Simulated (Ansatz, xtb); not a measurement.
Ligand exchange: C3H6 + SiH3F → C2H4 + SiH2(CH3)F

Gas-phase species: C3H6 (propene) `C=CC`, singlet; SiH3F `F[SiH3]`, singlet; C2H4 `C=C`, singlet; SiH2(CH3)F, singlet. The partners trade CH3 for H: C–CH3 and Si–H bonds give way to C–H and Si–CH3.

Shapes, held fixed at every level: PBE0-D4/def2-TZVP. Programs: Ansatz 0.2.0, xtb 6.7.1. The zero-point and thermal change to 298 K, harmonic and unscaled (PBE0-D4/def2-TZVP), is +2.2 kJ/mol.

| level | kind | ΔH(298 K) (kJ/mol) | less CCSD(T)/CBS estimate |
| --- | --- | --- | --- |
| GFN2-xTB | semi-empirical | +47.0 | +84.9 |
| HF/def2-SVP | Hartree–Fock | -28.5 | +9.4 |
| B3LYP/6-31G* (spherical functions) | global hybrid | -30.8 | +7.1 |
| PBE0-D4/def2-TZVPP | global hybrid | -36.3 | +1.6 |
| MP2/def2-TZVPP | perturbation theory | -35.7 | +2.2 |
| CCSD/def2-SVP | coupled cluster or CI | -26.2 | +11.7 |
| CCSD/def2-TZVPP | coupled cluster or CI | -36.1 | +1.8 |
| CCSD(T)/CBS estimate | coupled cluster or CI | -37.9 | 0.0 |

The highest level, CCSD(T)/CBS estimate, gives ΔH(298 K) = -37.9 kJ/mol; the levels span -37.9 to +47.0. They disagree on the sign: 1 of 8 are positive. GFN2-xTB strays far from the other rows. The column of differences is taken from that level and isn't an error. No measured value is set beside it here. The CBS estimate extrapolates MP2 from def2-TZVPP and def2-QZVPP and adds CCSD(T) − MP2 in the triple-zeta set, cores frozen.

Exchanging methyl for hydrogen is clearly exothermic at every ab initio and density-functional level, and the positive GFN2-xTB value should not be read as real doubt about the sign. The driving force is probably the replacement of a Si–H bond by a stronger C–H bond, while the polar Si–CH3 bond largely makes up for the lost C–CH3 bond. Fluorine makes silicon more electrophilic and may favour the methyl group further. Working against this is the loss of propene's strong sp2–sp3 C–C bond and of the methyl group's hyperconjugation with the double bond.

Bond types are not conserved, yet correlation matters little here: HF and CCSD in def2-SVP give -28.5 and -26.2 kJ/mol. The basis set matters more, as CCSD moves to -36.1 kJ/mol in def2-TZVPP, probably because the smaller set describes the polarised surroundings of silicon less evenly on the two sides. The exothermicity says nothing about the rate, since breaking C–C and Si–H bonds could involve a high barrier.
